**Q:** My rhodium film is clamped to a substrate that squeezes its basal plane by 3 %. Nothing presses on it from above. Can I estimate on paper how much it thickens and how much energy it stores?

**A:** You can, with a little geometry and one stiffness. The table holds a computed stand-in for the inside of your film: a bulk rhodium crystal in the dhcp stacking, without surfaces and at zero temperature. It was treated with the PBEsol density functional, on PAW datasets made for PBE. The strain $s$, in per cent, is the imposed change of the in-plane edge $a$, negative when the plane is squeezed. The edge $c$, normal to the plane, then settles where no stress is left along it. The energy change is counted from the unstrained crystal.

Bulk dhcp rhodium (unstrained a = 2.675 Å, c = 8.727 Å) with a and b strained equally and c and the atoms relaxed; changes are relative to the unstrained crystal. Computed with Ansatz 0.2.0: PBEsol, plane-wave PAW, scalar-relativistic, no spin polarisation, 420 eV cutoff, 24×24×6 k mesh. Energies are extrapolated to zero smearing from a Gaussian smearing of 0.1 eV.

| strain (%) | energy change (meV/atom) | volume change (%) | c change (%) |
| --- | --- | --- | --- |
| -3 | 51.9 | -4.12 | 1.91 |
| -2 | 22.1 | -2.75 | 1.26 |
| -1 | 5.2 | -1.38 | 0.62 |
| 1 | 5.1 | 1.39 | -0.61 |
| 2 | 19.3 | 2.75 | -1.24 |
| 3 | 41.1 | 4.10 | -1.88 |

**Q:** I would have treated the film like rubber, which keeps its volume. Then $c$ should grow by about 6 % at a strain of −3 %. The table has only 1.91 %. Why so little?

**A:** Because the crystal guards its bond lengths more closely than its volume. Think of hard balls, set slightly apart within each layer, resting in the hollows of the layer below. Push the lower balls together and the upper layer rises; spread them and it sinks. The distance between touching balls of the two layers stays the same, while the volume changes freely.

**Q:** Can I get a number out of the balls?

**A:** Yes. Each atom has six neighbours in its own layer and six on slanted bonds, three up and three down. A slanted bond spans $a/\sqrt{3}$ sideways and, with four layers in the cell, $c/4$ upwards, so its length $d$ obeys

$$d^2 = \frac{a^2}{3} + \frac{c^2}{16}.$$

In close packing the sideways part makes up one third of $d^2$ and the upright part two thirds. If $d$ is to stay fixed while $a$ changes by $s$, the change $x$ of $c$ must satisfy $\tfrac13 s + \tfrac23 x = 0$. Hence $x = -s/2$, which for your film means a growth of 1.5 %.

**Q:** That is much nearer, but still short of 1.91 %.

**A:** Here the analogy reaches its bound, since atoms are not hard balls. At −3 % the slanted bonds do lengthen, though only by 0.3 %, a tenth of what the in-plane bonds lose. In every row $c$ changes by about 0.62 of the strain, somewhat more than the half that the balls would give. A plausible reason is that the electrons of a metal also resist a change of volume and so push $c$ a little towards your rubber; these calculations do not test that.

For use on paper, take

$$\text{c change} = -0.62\,s, \qquad \text{volume change} = 2s - 0.62\,s = 1.38\,s .$$

The $2s$ comes from the two in-plane directions.

**Q:** And the stored energy?

**A:** It is the work done in the plane, because a direction without stress takes up no work. Let $M$ be the in-plane stress per unit strain and $\varepsilon = s/100$. Each of the two in-plane directions stores $\tfrac12 M\varepsilon^2$ per volume, so an atom of volume $V$ stores $MV\varepsilon^2$. The stresses computed at ±1 % average to $M = 608$ GPa. As 160 GPa equals 1 eV/Å³, a strain of 1 % costs

$$\frac{608}{160}\times 13.52 \times (0.01)^2\ \text{eV} \approx 5.1\ \text{meV per atom}.$$

The square is the useful part for a process: halving the misfit saves roughly three quarters of the stored energy.

**Q:** But a square cannot tell squeezing from stretching. The table has 51.9 meV per atom at −3 % and 41.1 at +3 %.

**A:** The square treats the crystal as equally stiff at every strain, and it is not. In the same calculations the in-plane stress per unit strain is 737 GPa at −3 % and 491 GPa at +3 %, and it falls steadily in between. Most of the change in length falls on the in-plane bonds. A shortened bond is stiffer than a stretched one because repulsion between atoms rises more steeply than attraction fades. The stresses show the stiffening; its origin in the bonds is standard physics rather than something the rows take apart.

**Q:** How do I put that into the rule without a new calculation for each strain?

**A:** From the two rows at ±1 %, the stress per unit strain drops by about 6.5 % for each per cent of stretch. The energy is the stress summed up along the way. Summing a term in $s$ gives $s^2/2$, and summing a term in $s^2$ gives $s^3/3$, so the energy inherits two thirds of the stress's relative correction. That is about 4 % for each per cent, also after allowing for the change in volume. The rule becomes

$$E = 5.1\,s^2\,(1 - 0.04\,s)\ \text{meV per atom}.$$

**Q:** Then work my film through, please.

**A:** With $s = -3$ the square gives $5.1 \times 9 = 45.9$ meV per atom. The bracket is $1 + 0.12$, which lifts this to 51.4, against 51.9 in the table. Without the bracket you would have been 6 meV too low.

For the shape, $c$ grows by $0.62 \times 3 = 1.86$ %, close to the computed 1.91 %. The volume shrinks by $1.38 \times 3 = 4.14$ %, where the table has 4.12 %. This row took no part in setting the constants, which came from the stresses and $c$ changes at ±1 %.

**Q:** And a film stretched by 2 %?

**A:** Now the square gives $5.1 \times 4 = 20.4$ meV per atom and the bracket is $1 - 0.08$. The product is 18.8, against 19.3 in the table, so the estimate is about 3 % below the computed value. The film thins by 1.24 %, just as computed. This row, too, was kept out of the constants.

**Q:** Is it that good everywhere?

**A:** Over all six rows the energy rule stays within about 0.7 meV per atom, or 4 % of the computed energy. The changes of $c$ and volume come out within 0.05 percentage points. The output below the text lists the estimates row by row.

**Q:** One pair bothers me. At −1 and +1 % the table has 5.2 and 5.1 meV per atom, nearly equal. Your rule gives 5.3 and 4.9. Is the crystal symmetric after all when the strain is small?

**A:** No, that near-equality comes from the way the energies are reported. The calculation smears the filling of the electron levels near the Fermi energy, a numerical aid for metals. The stresses and the unstrained cell belong to the smeared free energy, whereas the table's energies are extrapolated back to no smearing. The gap between the two grows as the plane is stretched, which adds a slight tilt to the curve and hides the skew where the energies are small.

In the smeared free energies the same pair reads 5.3 and 4.9, as the rule has it. The tilt also accounts for most of the rule's shortfall in the stretched rows. For a film it hardly matters, but the ±1 % energies alone would be a poor place to read off the skew.

**Q:** How far may I push the rule?

**A:** Keep to ±3 %, where it has been compared with computed values. Far outside, the formula misleads: its energy stops rising near a stretch of 17 %, which is a property of the cubic term and no measure of strength. The relaxations also kept the crystal's symmetry, so whether the strained lattice would rather shear or buckle was not tested. A real film may also shed part of its strain through dislocations, even below 3 %, and then $s$ is the strain that remains, not the misfit you started from.

**Q:** My film may well have the ordinary fcc stacking, and next month it will be another metal. What carries over?

**A:** The reasoning does, for close-packed layers lying parallel to the substrate; the constants belong to dhcp rhodium. For the change of $c$, $-s/2$ is only a first guess: it supposes a nearly ideal layer spacing and slanted bonds that keep their length. Metals that resist a change of volume much more than a change of shape, gold for one, go well beyond it. If you have elastic constants on the film's axes, with 3 as the normal, replace the guess by $-2(C_{13}/C_{33})\,s$ and use $M = C_{11} + C_{12} - 2C_{13}^2/C_{33}$ for the energy. For the skew, expect squeezing to cost more than stretching, but take its size from stresses measured or computed on both sides of zero.

Output of the analysis:

```
in-plane stress per unit strain from the 1 % rows (GPa): 608.3
skew of the stress (fraction per % strain): 0.06521
energy coefficient (meV/atom per % squared): 5.135
skew of the energy (fraction per % strain): 0.0409
c change per a change with sign reversed: 0.615
largest miss of hand rule for energy (meV/atom): 0.708
largest relative miss of hand rule for energy (%): 4
largest miss of unrounded rule against smeared free energy (meV/atom): 0.2089
largest miss of hand rule for c (percentage points): 0.05
largest miss of hand rule for volume (percentage points): 0.04
Stiffness and bonds and free energy:
  row  stress per strain GPa  slanted bond change %  smeared free energy change meV/atom  unrounded rule meV/atom
   -3                  737.2                 0.2977                                 52.1                    51.89
   -2                    691                 0.1836                                22.29                    22.22
   -1                    648                0.08213                                5.318                    5.345
    1                  568.7               -0.06967                                4.918                    4.925
    2                    529                -0.1467                                18.89                    18.86
    3                  491.2                -0.2244                                40.51                    40.55
Energy by hand in meV/atom:
  row  parabola  hand rule  miss of rule  miss of parabola
   -3      45.9      51.41        -0.492                -6
   -2      20.4      22.03        -0.068              -1.7
   -1       5.1      5.304         0.104              -0.1
    1       5.1      4.896        -0.204                 0
    2      20.4      18.77        -0.532               1.1
    3      45.9      40.39        -0.708               4.8
Shape by hand in %:
  row  c rule  miss c  volume rule  miss volume  miss of fixed slanted bonds  c at constant volume
   -3    1.86   -0.05        -4.14        -0.02                        -0.41                 6.281
   -2    1.24   -0.02        -2.76        -0.01                        -0.26                 4.123
   -1    0.62       0        -1.38            0                        -0.12                  2.03
    1   -0.62   -0.01         1.38        -0.01                         0.11                 -1.97
    2   -1.24       0         2.76         0.01                         0.24                -3.883
    3   -1.86    0.02         4.14         0.04                         0.38                 -5.74
```
